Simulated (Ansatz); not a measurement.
# A series in volume per atom on InO2

All results are calculated (Ansatz 0.2.0 development build). Equation of state of a cubic crystal from periodic Kohn-Sham density functional theory without spin; pressure corrected for the finite basis.

Cell of the first row (space group Fm-3m, No. 225):
```
CELL_PARAMETERS angstrom
0.00000 2.56000 2.56000
2.56000 0.00000 2.56000
2.56000 2.56000 0.00000
ATOMIC_POSITIONS crystal
In 0.00000 0.00000 0.00000
O 0.25000 0.25000 0.25000
O 0.75000 0.75000 0.75000
```

Settings of every row: formula InO2; structure type fluorite; functional r2SCAN; spin treatment none; k mesh 11x11x11; occupation method fermi-dirac; occupation width 0.1 eV; wave cutoff 500 eV; datasets soft-1 PAW; density cutoff ratio 4.

Limits: a cubic model structure, not a phase known at ambient conditions; modest k-mesh, values are not fully converged in k; no spin polarisation, a magnetic state may lie lower.

| row | volume per atom (Å³) | pressure (GPa) | energy above lowest point (meV/atom) |
| --- | --- | --- | --- |
| 1 | 11.184 | 8.914 | 12.69 |
| 2 | 11.549 | 2.424 | 0 |
| 3 | 11.914 | ? | ? |
| 4 | 12.278 | -7.63 | 13.18 |
| 5 | 12.643 | -11.488 | 35.07 |

Question: what pressure and energy above lowest point should row 3 give?

Worked fit of pressure. Take u = (V_r/V)^(2/3) − 1 with V_r = 11.913 Å³ an atom, which is twice the finite (Eulerian) strain; such expansions in the strain, on which the Birch-Murnaghan equation of state is built, carry the rest volume and the bulk modulus. The shown rows have u = 0.043, 0.0209, -0.01992, -0.03887. Least squares give pressure = −3.0307 + 246.045 × u + 735.83 × u² GPa; a straight line predicts inner rows, each left out in turn, worse (root mean square 0.71 against 0.024 GPa). The rows lie off it by 0.004, -0.009, 0.010, -0.005 (root mean square 0.0074 GPa). The pressure vanishes at u = 0.0119, or V = 11.7 Å³ an atom, and there the bulk modulus at fixed shape and fractions is B = −V dP/dV = (2/3)(1 + u) dP/du = 178 GPa. The withheld row has u = -6e-05, so the fit gives −3.0307 + 246.045 × (-6e-05) + 735.83 × (-6e-05)² = -3.045 GPa.

The calculation gave -3.037 GPa. The fit lies 0.008 GPa (0.039 % of the column's range) below it; its largest miss of a shown row is 0.010 GPa.

Worked fit of energy above lowest point. Take u = (V_r/V)^(2/3) − 1 with V_r = 11.913 Å³ an atom, which is twice the finite (Eulerian) strain; such expansions in the strain, on which the Birch-Murnaghan equation of state is built, carry the rest volume and the bulk modulus. The shown rows have u = 0.043, 0.0209, -0.01992, -0.03887. Least squares give energy above lowest point = 0.868 − 332.65 × u + 14109.7 × u² meV/atom; a straight line predicts inner rows, each left out in turn, worse (root mean square 14 against 0.21 meV/atom). The rows lie off it by 0.04, -0.08, 0.09, -0.05 (root mean square 0.068 meV/atom). Its lowest point lies at u = 0.0118, or V = 11.71 Å³ an atom, and the curvature there gives the bulk modulus at fixed shape and fractions, B = (4/9)(1 + u)² E″(u)/V = 176 GPa. The withheld row has u = -6e-05, so the fit gives 0.868 − 332.65 × (-6e-05) + 14109.7 × (-6e-05)² = 0.89 meV/atom.

The calculation gave 0.87 meV/atom. The fit lies 0.02 meV/atom (2.3 % of the value, 0.057 % of the column's range) above it; its largest miss of a shown row is 0.09 meV/atom.
